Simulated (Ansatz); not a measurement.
# Telling isomers of CH3BF− apart by their spectra

These gas-phase data were calculated for one isomer of CH3BF− at r2SCAN-D4/def2-SVPD (harmonic, unscaled wavenumbers; equilibrium rotational constants with average atomic masses):

```
rotational constants            : 59.45, 9.039, 7.846 GHz
all wavenumbers above 1500 cm⁻¹ : 3125, 3052, 2383
```

Candidates:

(1) `[BH2-]=CF`, a singlet
(2) `C=[BH-]F`, a singlet

Which candidate do the data belong to?

Candidate (2). 1 mode lies between 2350 and 2900 cm⁻¹, one for each B–H bond, while (1) has 2.

The same quantities for all candidates:

```tsv
	rotational constants (GHz)	wavenumbers above 1500 cm⁻¹	E above the lowest, r2SCAN-D4/def2-SVPD (kcal/mol)
(1)	58.63, 9.334, 8.052	3087, 2453, 2412	43.2
(2)	59.45, 9.039, 7.846	3125, 3052, 2383	0.0
```

Harmonic stretches to hydrogen usually lie a few per cent above observed fundamentals. Each candidate is one conformer. Programs: Ansatz 0.2.0.

The X–H stretches settle the assignment: candidate (2) has two C–H modes and one B–H mode, while (1) has the reverse. B–H stretches lie well below C–H stretches because the B–H bond is weaker and softer, and the negative charge on the B=C unit probably lowers them further. The rotational constants agree with this choice but separate the candidates less plainly, since exchanging boron and carbon, which are close in mass, barely alters the heavy-atom frame.

The energy gap of 43.2 kcal/mol in favour of (2) fits the preference of fluorine for boron. The B–F bond is strong and very polar, and (2) trades a C–F and a B–H bond for a B–F and a C–H bond. The π density of the B=C bond also leans towards carbon, so fluorine on that carbon probably suffers lone-pair repulsion in (1). This ordering is thermodynamic; without a barrier to rearrangement, it doesn't show whether (1) could persist once formed.
